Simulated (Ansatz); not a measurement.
# Ionic part of the dielectric constant of Sc₃AlN₄, mode by mode

Level of theory: Ansatz, DFT PBEsol, scalar-relativistic, plane waves, PAW. Settings: 420 eV plane-wave cutoff, Γ-centred 6×6×6 mesh, fixed occupations. No spin polarisation. Phonons by linear response, acoustic sum rule imposed.

Symmetry: P-43m, No. 215, cubic system. The conventional cell has a = 4.728 Å, b = 4.728 Å, c = 4.728 Å, α = 90.00°, β = 90.00°, γ = 90.00°. Around Sc (site symmetry -42m) lie 4 N at 2.08 Å. Al (site symmetry -43m) is surrounded by 4 N at 1.94 Å. N (site symmetry 3m) has 1 Al at 1.94 Å and 3 Sc at 2.08 Å as nearest neighbours.

The cell was built by swapping an element in a database structure (itself possibly hypothetical) and relaxing; it need not be the stable form of this composition.

The primitive cell has V = 105.70 Å³ and ε∞,xx = 6.380. Each polar mode adds Δε = (4.92064×10⁷/V)·S/ν² along x, with S its oscillator strength in e²/amu, ν in cm⁻¹ and V in Å³.

**Question.** From these modes, find each Δε and ε0,xx.
| ν (cm⁻¹) | S_xx (e²/amu) |
| --- | --- |
| 421.1 | 0.0017 |
| 509.6 | 0.00026 |
| 527.9 | 3.428 |

**Answer.**
| ν (cm⁻¹) | Δε |
| --- | --- |
| 421.1 | 0.00 |
| 509.6 | 0.00 |
| 527.9 | 5.73 |

The sum is 5.731, so ε0,xx = 12.11; the run's tensor has 12.11.

Cost: 1 run of about 5.9 core-minutes, on Intel Xeon Platinum 8488C (Sapphire Rapids) (shared hosts).

The lattice contribution to the static dielectric constant comes almost entirely from the mode at 527.9 cm⁻¹, and it is slightly smaller than the electronic part, 6.380. Oscillator strength decides this, not softness: the two weaker modes lie lower in frequency, which would favour them at equal strength. The dominant mode is probably the counterpart of the transverse optical vibration of a binary zinc-blende nitride, with the cations moving together against nitrogen so that the local dipoles add. The others are then best seen as zone-boundary vibrations folded to Γ by the Sc/Al order. Their dipoles nearly cancel, leaving only a small remainder from the difference between the two cations.

Symmetry allows one more polar optical branch than is listed. Since the listed modes already reproduce the full tensor, that branch must contribute next to nothing to the dielectric constant. Its frequency can't be inferred from this agreement, so the dielectric result is no evidence that the structure is dynamically stable.
